## Question

The molecule C₆H₈FOP holds two three-membered rings. One contains phosphorus and a C=C bond, and it carries a methyl group on the double bond. The other is a cyclopropyl group attached to phosphorus. The table gives the calculated proton data.

GIAO proton shieldings and IAO charges for C6H8FOP, SMILES CC1=C(F)[P@@]1(=O)C1CC1, calculated with PySCF 2.14.0 at the PBE0/pcSseg-1 level with density fitting, in the gas phase at the GFN2-xTB geometry. The shift is the shielding of TMS at the same level less that of the proton; the span is the highest less the lowest principal value of the shielding.

```
atom  equivalent  shift (ppm)  shielding (ppm)  paramagnetic part (ppm)  span (ppm)  IAO charge (e)
 H10           3         2.23            29.49                      1.0          11            0.17
 H13           1         0.44            31.28                     -2.1          16            0.17
 H14           1         1.14            30.58                      0.0          15            0.17
 H15           1         0.88            30.84                      0.7          16            0.16
 H16           1         0.83            30.89                      0.6          16            0.16
 H17           1         1.07            30.65                     -0.2          15            0.17
```

H10 stands for the three methyl protons. H13 is the cyclopropyl CH proton, on the carbon bound to phosphorus. H14 and H15 share one CH₂ group of that ring, H16 and H17 the other. The shielding says how far the electrons weaken the applied field at the nucleus, averaged over all orientations; a high shielding means a low shift. The span is the difference between the highest and lowest principal values of the shielding.

(a) Do the atomic charges or the paramagnetic parts explain why the methyl protons have the highest shift?

(b) One explanation says that a ring current shields cyclopropane protons. Estimate its effect on the shielding of a CH₂ proton. In the same calculation, a point 1 Å from the ring centre along the ring normal is shielded by about 25 ppm against a field along that normal.

(c) Explain the main gap, and then the order within the cyclopropyl group.

## Model answer

**(a)** The charges fail at once. H10 and H13 carry the same IAO charge, 0.17 e, yet their shifts are 2.23 and 0.44 ppm. By this measure, a difference in electron population at the proton is not what separates them.

The paramagnetic part points the wrong way. It is about 3 ppm lower at H13 than at H10, which alone would make H13 the less shielded of the two. The diamagnetic part, which is the shielding less the paramagnetic part, outweighs this with a gain of nearly 5 ppm. Since the division between the two parts depends on how the gauge is treated, neither should be read as a separate cause.

The carbon nuclei of the same molecule behave differently. There the paramagnetic part clearly separates the double-bond carbons from the cyclopropyl carbons, because it comes mainly from the electrons around the nucleus itself, and in a double bond the field can mix these with low-lying empty π* orbitals. A proton has few electrons of its own and responds strongly to currents in the neighbouring bonds. The direction of those currents then matters, and this is where the span helps.

**(b)** Replace the ring current by a circular loop through the three carbons. Only a field along the ring normal drives it. Rough standard bond lengths and angles give a loop radius of 0.87 Å. They place a CH₂ proton 0.92 Å above the ring plane and 1.5 Å from the ring axis.

*Strength of the loop.* On the axis, at height h above a loop of radius R, the shielding is 2k/(R² + h²)^(3/2), where k measures the strength of the current. Setting this to 25 ppm at h = 1 Å gives k ≈ 25 × 2.3/2 ≈ 29 ppm Å³.

*Field at the proton.* Treat the loop as a point dipole. The shielding along the normal is then k(3cos²θ − 1)/r³, where r is the distance from the ring centre and θ the angle from the normal. Here r² ≈ 0.92² + 1.5² ≈ 3.1 Å² and cos²θ ≈ 0.27, so the bracket is only about −0.19.

*Average over orientations.* With r³ ≈ 5.5 Å³, the shielding along the normal is 29 × (−0.19)/5.5 ≈ −1.0 ppm. The other two field directions drive no current in this loop, so the average is a third of that, about −0.3 ppm.

The proton thus lies close to the cone on which the normal component of a dipole field changes sign. A loop of finite size, treated exactly, gives +0.3 ppm instead. The sign is therefore open, but both versions give a few tenths of a ppm. The methyl shift exceeds the mean cyclopropyl shift by 1.4 ppm, so this simple ring current does not account for the gap.

The loop would, however, leave a mark on the span. Near the cone its field runs mostly sideways, parallel to the ring plane, and the C–H bond leans outwards in that same direction. When the applied field lies along the bond, the loop opposes it and the shielding rises by several ppm. When the applied field lies across the bond, in the plane of the bond and the ring normal, the loop reinforces it and takes most of that gain back.

The calculated spans agree with the first half of this picture: 15 to 16 ppm for the cyclopropyl protons against 11 ppm for methyl. On average the highest principal value is 4.8 ppm above that of methyl. The sum of the other two, however, falls by only 0.8 ppm, whereas the loop would lower it by 3 to 4 ppm. This loop can thus match the rough size of the rise in the highest value, but not the other two values or the average that sets the shift. A wider loop, running outside the carbons, would shield the proton more and could even match the average. It would do so only by raising the highest value and lowering the other two by more than is calculated, so it would not fit the separate directions. The comparison is rough in any case, because the double bond affects the methyl group that serves as reference.

**(c)** The main gap has two sides. An ordinary saturated methyl group resonates near 0.9 ppm, and a methyl group on a C=C bond near 1.7 ppm. An ordinary CH₂ group in a chain or a large ring lies near 1.3 ppm, and cyclopropane near 0.2 ppm. These are rough recalled values, but they show the methyl protons moved to higher shift by the double bond and the cyclopropyl protons moved to lower shift by their small ring.

Together they give a gap of 1.7 − 0.2 = 1.5 ppm, close to the calculated 1.4 ppm. The effect of the double bond may come from currents induced in it and from the electron-withdrawing character of its carbons; the table tests neither. For the small ring, the estimate in (b) suggests that other currents, probably local to the C–C and C–H bonds, add to the circulation around the ring. That last step is an inference, since the calculation does not separate these currents.

H13 is the irregular row. A substituent usually moves the proton on its own carbon to higher shift, yet H13 has the lowest shift of all. Compare it with H15. In both, the highest principal value adds nearly the same amount to the average shielding relative to methyl, 1.8 and 1.9 ppm. At H15 the other two values take back 0.6 ppm, and at H13 they take back nothing. Against H14 and H17, it is mainly the highest value that sets H13 apart.

Part of the reason may be phosphorus itself. It is less electronegative than carbon, and the carbon bound to it has a more negative IAO charge than the two CH₂ carbons, though charges fitted to the electrostatic potential do not show this clearly. The usual push to higher shift, familiar from oxygen or a halogen, would then be weak. The oxygen on phosphorus works against this, since a P=O group as a whole attracts electrons. This is a guess, and it explains why H13 is not moved up rather than why it lies lowest.

Within each CH₂ group the two protons differ by about 0.25 ppm, and the pattern repeats: H14 and H17 have the higher shifts, H15 and H16 the lower. Such a pairing is natural, because one proton of each CH₂ group lies on the same face of the ring as phosphorus and the other on the same face as H13. Which pair faces phosphorus remains a guess here. In each group the proton with the higher shift also has the more positive IAO charge, so a small loss of electrons may play a part. Hirshfeld charges give the opposite order, however, so the cause stays open. The gap also belongs to one frozen conformer, and rotation about the bond from phosphorus to the cyclopropyl group could change it.

## Remarks on the reasoning

The decisive step is to ask in which direction the extra shielding acts. A shift is an average over three directions, and a current can raise the shielding in one of them and lower it in another, leaving the average almost untouched. A large shielding at the centre of a ring is therefore no measure of the shift of a proton beside it. The position of the proton relative to the cone has to be checked first.

The strength of the loop was set by the shielding near the ring and by no proton in the table, so the comparison with the proton rows is a real test. It is still a coarse one. The shielding 1 Å from the ring also contains local currents, and the model assumes that the highest principal value lies near the C–H bond, as in simple alkanes. The methyl values are means over three frozen protons; rotation of the methyl group would reduce its span but leave its shift as the mean.

The estimate from parent compounds is good for the gap and poorer for single rows. Each calculated shift lies above its parent value, by 0.2 ppm for H13 and by up to 0.9 ppm for H14. These offsets partly cancel in the difference between methyl and cyclopropyl. In this molecule the parent compounds thus tell which group comes first, but not the order inside the cyclopropyl group. The output below gives the contributions row by row, together with both versions of the ring-current estimate.

Numerical output:

```
Shielding gain over methyl H10 (ppm):
  row  total  from highest component  from other two
  H10      0                       0               0
  H13   1.79                   1.768         0.02733
  H14   1.09                   1.228          -0.134
  H15   1.35                   1.932          -0.581
  H16    1.4                    1.92         -0.5187
  H17   1.16                   1.232          -0.073
Other readings (ppm, charge in e):
  row  diamagnetic gain  paramagnetic gain  IAO charge  shift less parent value
  H10                 0                  0      0.1677                     0.53
  H13              4.89               -3.1      0.1693                     0.24
  H14              2.09                 -1      0.1672                     0.94
  H15              1.65               -0.3      0.1578                     0.68
  H16               1.8               -0.4      0.1565                     0.63
  H17              2.36               -1.2      0.1654                     0.87
Mean shift of the five cyclopropyl H (ppm): 0.872
Methyl shift less cyclopropyl mean (ppm): 1.358
Same gap from rough parent values (ppm): 1.5
Shift gap H14 less H15 (ppm): 0.26
Shift gap H17 less H16 (ppm): 0.24
Mean cyclopropyl rise of highest component over methyl (ppm): 4.848
Mean cyclopropyl change of the other two summed (ppm): -0.7676
Loop estimate, isotropic shielding at a CH2 proton (ppm): 0.3106
Point dipole estimate, isotropic shielding (ppm): -0.2757
Loop estimate, component along C-H (ppm): 4.489
Loop estimate, other two components summed (ppm): -3.557
```
